**Slab in a linearised Poisson–Boltzmann electrolyte: capacitance and finite-cell error**

I want to know what a periodic charged-slab calculation with an implicit electrolyte returns for the double-layer capacitance, and how fast it approaches the single-interface limit as the electrolyte region widens. The equations are in SI, $z$ is the surface normal, $e>0$, and capacitances are per face and per geometric area.

**Premises**

P1. The cell is periodic in three directions. Along $z$ it holds a metal slab, an ion-free gap of width $d$, electrolyte of width $2w$, and a second gap of width $d$. I put $z=0$ and $z=2w$ at the edges of the electrolyte.

P2. The relative permittivity depends on $z$ alone: $\varepsilon_{\rm gap}$ in the gaps, $\varepsilon$ in the electrolyte. Response is linear and local.

P3. The ions are points of charge $\pm e$, an ideal solution in the mean potential $\phi$, in equilibrium with a neutral reservoir that has density $n_0$ of each sign and, by definition, $\phi=0$.

P4. $e|\phi|\ll k_BT$ wherever ions are allowed.

P5. The metal screens completely. The excess charge $\sigma$ per area of each face has its centroid on a plane that does not move with $\sigma$, and $d$ is counted from that plane. The Fermi level follows the potential of the metal rigidly, so $U-U_{\rm pzc}=\phi_M$, the potential that the excess charge produces in the metal. I treat only this charge-induced potential, which presumes that the neutral slab leaves no field in the electrolyte.

P6. The two faces are equivalent. A slab cut from the fcc lattice has an inversion centre midway between an atom of the top layer and one of the bottom layer, and I assume relaxation keeps it.

**Step 1. The field equation**

By P3 the electrochemical potentials $k_BT\ln n_\pm\pm e\phi$ equal their reservoir value $k_BT\ln n_0$, so $n_\pm=n_0e^{\mp\psi}$ with $\psi=e\phi/k_BT$, and $\rho_{\rm ion}=-2en_0\sinh\psi$. P4 allows $\sinh\psi\to\psi$, with a first neglected term of relative size $\psi^2/6$:

$$\rho_{\rm ion}=-\varepsilon_0\varepsilon\kappa^2 s(z)\,\phi,\qquad \kappa^2=\frac{2n_0e^2}{\varepsilon_0\varepsilon k_BT},\tag{1}$$

where $s=1$ in the electrolyte and $0$ elsewhere. Poisson's equation becomes

$$-\nabla\cdot[\varepsilon_0\varepsilon(z)\nabla\phi]+\varepsilon_0\varepsilon\kappa^2s\,\phi=\rho_{\rm slab}.\tag{2}$$

**Step 2. Neutrality and the zero of potential**

I integrate (2) over the cell. The divergence gives a surface integral that cancels between opposite cell faces, which leaves

$$\varepsilon_0\varepsilon\kappa^2\int s\,\phi\,dV=Q_{\rm slab},\quad\text{that is}\quad Q_{\rm ion}=-Q_{\rm slab}.\tag{3}$$

Every periodic solution is neutral. No compensating background is imposed; (3) is a condition on the mean of $\phi$ over the electrolyte.

For uniqueness I multiply the left side of (2) by $\phi$ and integrate by parts, which gives $\int[\varepsilon_0\varepsilon(z)|\nabla\phi|^2+\varepsilon_0\varepsilon\kappa^2s\phi^2]\,dV$. This vanishes only if $\phi$ is constant and is zero where $s=1$, hence zero everywhere. The operator is symmetric and positive definite, so it has an inverse and (2) has exactly one solution for any slab charge. For $\kappa=0$ the constant function is a null vector: a charged cell then has no periodic solution and a neutral one has an arbitrary offset. With $\kappa>0$ a shift $\phi\to\phi+\text{const}$ changes $Q_{\rm ion}$ and breaks (3).

The zero so fixed is the reservoir of P3, that is, bulk electrolyte. No point of a finite charged cell need be at that potential. This matters in step 6.

**Step 3. The planar solution**

By P2 the coefficients of (2) do not depend on $x,y$, so lateral Fourier components decouple outside the metal and the planar average obeys $\phi''=\kappa^2\phi$ for $0<z<2w$. By P6 the averaged potential is even about the centre of the slab, and with periodicity also about $z=w$. Of the two solutions $\cosh\kappa(z-w)$ and $\sinh\kappa(z-w)$ only the first is even, so $\phi=A\cosh\kappa(z-w)$.

Gauss's law fixes $A$. The averaged field is zero inside the metal and the gap holds no free charge, so the displacement is $D=\sigma$ across the gap and is continuous at $z=0$: $-\varepsilon_0\varepsilon\phi'(0)=\sigma$. Since $-\phi'(0)=A\kappa\sinh\kappa w$,

$$\phi(z)=\frac{\sigma}{C_D}\,\frac{\cosh\kappa(z-w)}{\sinh\kappa w},\qquad C_D\equiv\varepsilon_0\varepsilon\kappa.\tag{4}$$

As a test of (3), $\int_0^w\rho_{\rm ion}\,dz=-C_D\kappa A\sinh(\kappa w)/\kappa=-\sigma$ for every $w$. Each half of the electrolyte carries the full countercharge of its face.

**Step 4. The capacitance**

In the gap the field is the constant $\sigma/\varepsilon_0\varepsilon_{\rm gap}$, so $\phi_M=\sigma d/\varepsilon_0\varepsilon_{\rm gap}+\phi(0)$, and (4) gives $\phi(0)=(\sigma/C_D)\coth\kappa w$. The relation is linear, so differential and integral capacitance coincide, $C=\sigma/\phi_M$:

$$\frac1C=\frac{d}{\varepsilon_0\varepsilon_{\rm gap}}+\frac{1}{\varepsilon_0\varepsilon\kappa\tanh\kappa w}\equiv\frac1{C_H}+\frac{\coth\kappa w}{C_D}.\tag{5}$$

The whole slab has two faces and capacitance $2C$ times the area of the surface cell.

The free energy confirms the diffuse term. The ideal-solution cost $k_BT\sum_\pm[n\ln(n/n_0)-n+n_0]$ is $n_0k_BT\psi^2=\tfrac12\varepsilon_0\varepsilon\kappa^2\phi^2$ to second order. Adding the field energy and using $\sinh^2u+\cosh^2u=\cosh2u$,

$$\int_0^w\tfrac12\varepsilon_0\varepsilon\,(\phi'^2+\kappa^2\phi^2)\,dz=\tfrac12\varepsilon_0\varepsilon\kappa^2A^2\,\frac{\sinh2\kappa w}{2\kappa}=\frac{\sigma^2}{2C_D\tanh\kappa w},$$

which is the charging work of a capacitor $C_D\tanh\kappa w$.

Two limits. For $\kappa w\to\infty$, $1/C_\infty=1/C_H+1/C_D$, the single interface. For $\kappa w\ll1$ the diffuse capacitance tends to $\varepsilon_0\varepsilon\kappa^2w=2n_0e^2w/k_BT$: the potential is flat and nonzero, and the capacitance only counts the ions that the thin layer can exchange with the reservoir.

**Step 5. Finite-cell error**

By error I mean the departure from the exact $w\to\infty$ solution of the same model. Writing the hyperbolic functions in exponentials,

$$\frac{C_D\tanh\kappa w-C_D}{C_D}=-\frac{2e^{-2\kappa w}}{1+e^{-2\kappa w}},\qquad \delta\equiv\coth\kappa w-1=\frac{2}{e^{2\kappa w}-1}=2\sum_{m\ge1}e^{-2m\kappa w}.\tag{6}$$

The diffuse capacitance is too small, by the fraction $2e^{-2\kappa w}$ to leading order. That leading form overstates the fall of the diffuse capacitance and understates the rise $\delta$ of its inverse. The $m=1$ term is the tail of the opposite double layer, damped over the full width $2w$ and doubled because it meets a boundary of fixed displacement.

From (5), $1/C=1/C_\infty+\delta/C_D$, so with $f=C_\infty/C_D=C_H/(C_H+C_D)$, the share of $\phi_M$ that falls in the diffuse layer,

$$\frac{C-C_\infty}{C_\infty}=-\frac{f\delta}{1+f\delta}\approx-2f\,e^{-2\kappa w}.\tag{7}$$

At fixed charge the potential is off by $\sigma\delta/C_D$, away from the point of zero charge (pzc). At fixed potential $d\Omega/dU=-\sigma$ gives $\Omega=\Omega_{\rm pzc}-\tfrac12C(U-U_{\rm pzc})^2$ per area and face, so the grand potential is too high by $\tfrac12(C_\infty-C)(U-U_{\rm pzc})^2$. Both vanish at the pzc. Because (5) is explicit, the error can be removed by subtracting $\delta/C_D$ from the computed $1/C$, provided $w$ is known.

**Step 6. Do not re-reference to the midplane**

The midplane potential from (4) is $\phi(w)=\sigma/(C_D\sinh\kappa w)\approx2(\sigma/C_D)e^{-\kappa w}$, which decays half as fast as (6). The two rates are consistent: the first integral of $\phi''=\kappa^2\phi$ with $\phi'(w)=0$ gives $\sigma=C_D\sqrt{\phi(0)^2-\phi(w)^2}$, in which the midplane value enters only at second order. If I follow vacuum-slab habit and subtract $\phi(w)$, then

$$\phi(0)-\phi(w)=\frac{\sigma}{C_D}\,\frac{\cosh\kappa w-1}{\sinh\kappa w}=\frac{\sigma}{C_D}\tanh\frac{\kappa w}{2},$$

and the apparent diffuse capacitance is $C_D\coth(\kappa w/2)\approx C_D(1+2e^{-\kappa w})$. The error changes sign and needs twice the width for the same size. The apparent total is $1/C'=1/C_H+\tanh(\kappa w/2)/C_D$. The Fermi level should be read against the zero built into (2).

**Range of validity**

*Linearisation.* For a single interface the full equation $\psi''=\kappa^2\sinh\psi$ integrates once to $\psi'=-2\kappa\sinh(\psi/2)$, so $\sigma=2C_D(k_BT/e)\sinh(\psi_0/2)$ and the differential diffuse capacitance is

$$C_D\cosh\frac{\psi_0}{2}=C_D\sqrt{1+\left(\frac{e\sigma}{2C_Dk_BT}\right)^2}\approx C_D\left(1+\frac{\psi_0^2}{8}\right),\tag{8}$$

the Gouy–Chapman result. This correction has the opposite sign to (6) and matches it in size when $\psi_0\approx4e^{-\kappa w}$. Beyond that, widening the cell converges the linear model but no longer improves the physics.

*Mean field.* P3 needs $\kappa l_B\ll1$, with the Bjerrum length $l_B=e^2/4\pi\varepsilon_0\varepsilon k_BT$. The number of ions in a sphere of radius $1/\kappa$ is $2n_0\cdot4\pi/3\kappa^3=1/(3\kappa l_B)$, because $\kappa^2=8\pi l_Bn_0$.

*Steps.* A lateral component of wave number $G$ decays as $e^{-Gz}$ in the gap and as $e^{-qz}$, $q=\sqrt{G^2+\kappa^2}$, in the electrolyte. The corrugated metal surface couples such components to the average, which shifts the plane of P5 and so the effective $d$. Their reach to the opposite face is of order $e^{-2qw}$.

*Smooth cavities.* If $\varepsilon$ and $s$ switch on gradually, the cosh form holds where both have their bulk values. The exponent in (6) survives, while the prefactor depends on where $w$ is counted from. A cavity that moves with charge, specific adsorption or dielectric saturation makes $C_H$ depend on $\sigma$ and violates P2 or P5.

*Unequal faces.* With charges $\sigma_1$ at $z=0$ and $\sigma_2$ at $z=2w$, the solution that meets both displacement conditions is $\phi=[\sigma_1\cosh\kappa(2w-z)+\sigma_2\cosh\kappa z]/(C_D\sinh2\kappa w)$. Then $C_D\phi(0)=\sigma_1\coth2\kappa w+\sigma_2/\sinh2\kappa w$, and the leading error, $2\sigma_2e^{-2\kappa w}$, is cross-talk from the other face.

**Illustration: Cu(211), acetonitrile, 0.1 M 1:1 salt, 298.15 K**

Inputs: a typical permittivity of acetonitrile, $\varepsilon=36$; a typical copper lattice constant, $a=3.61$ Å; full dissociation, assumed; and an assumed gap, $d=3.0$ Å with $\varepsilon_{\rm gap}=6$, of which only $d/\varepsilon_{\rm gap}=0.5$ Å enters (5). I carry unrounded intermediates.

Equation (1) gives $\kappa=0.1535$ Å$^{-1}$ and $1/\kappa=6.51$ Å. Then $C_D=48.9$, $C_H=17.7$ and $C_\infty=13.0$ µF/cm², with $f=0.266$. The table applies (5) to (7) and step 6.

| $2w$ (Å) | $\kappa w$ | $2e^{-2\kappa w}$ (%) | diffuse error (%) | $C$ (µF/cm²) | error of $C$ (%) | error of $C'$ (%) |
|---|---|---|---|---|---|---|
| 10 | 0.768 | 43.1 | −35.5 | 11.3 | −12.7 | +20.3 |
| 20 | 1.535 | 9.3 | −8.9 | 12.7 | −2.5 | +10.4 |
| 30 | 2.303 | 2.00 | −1.98 | 12.9 | −0.53 | +5.1 |
| 40 | 3.070 | 0.43 | −0.43 | 13.0 | −0.11 | +2.4 |

One per cent in the diffuse part needs $2w=\ln(199)/\kappa=34.5$ Å, and one per cent in the total needs 25.9 Å by (7). These are widths of electrolyte; the distance between the metal faces is larger by $2d$.

The (211) surface cell is a rectangle, $a/\sqrt2$ along the step by $a\sqrt3=6.25$ Å across it, and a cell three atoms long along the step has area 47.9 Å². The longest lateral wave of the clean surface has $G=2\pi/a\sqrt3=1.00$ Å$^{-1}$ and $q=1.02$ Å$^{-1}$. It is damped by $e^{-Gd}=0.049$ across the gap, and $e^{-2qw}=1.5\times10^{-9}$ at $2w=20$ Å. The steps affect $d$ but not the convergence with $w$.

Now $\sigma=1$ µC/cm², or 0.030 elementary charges per face of that cell. In the infinite cell $\phi_M=76.9$ mV and $\phi(0)=20.4$ mV, which with $k_BT/e=25.7$ mV is $\psi_0=0.80$. At $2w=20$ Å the electrode potential is 2.0 mV too large while the midplane still sits at 9.2 mV. At the same charge (8) raises the diffuse capacitance by 7.6 % and the total by 1.9 %, against finite-cell errors of −8.9 % and −2.5 %. The neglected nonlinearity thus rivals the cell error of a 20 Å electrolyte less than 0.1 V from the pzc.

At 1 V from the pzc the 20 Å cell puts $\Omega$ too high by 4.9 meV per face of the same surface cell, relative to the converged linear model. That model then has 0.266 V, or $10.3\,k_BT/e$, across the diffuse layer, far outside P4. Equation (8) would drive the total towards $C_H$, which is 36 % above $C_\infty$, until ion size intervenes.

The mean-field premise is also strained: $l_B=15.6$ Å, $\kappa l_B=2.4$, and the Debye sphere holds 0.14 ions. Correlation and pairing are therefore not small, and $\kappa$ from (1) is a parameter of the model. If, for illustration, only half the salt were dissociated, the screening length would be 9.2 Å and every width above would grow by about $\sqrt2$, exactly so for the diffuse criterion.

The 13.0 µF/cm² is the model's number and not that of Cu(211). I chose the gap so that the total falls in the range typical of metal electrodes in acetonitrile at this salt level, roughly 10 to 20 µF/cm², so its position there tests nothing. The diffuse error in (6) is independent of that choice, whereas the error of the total depends on it through $f$.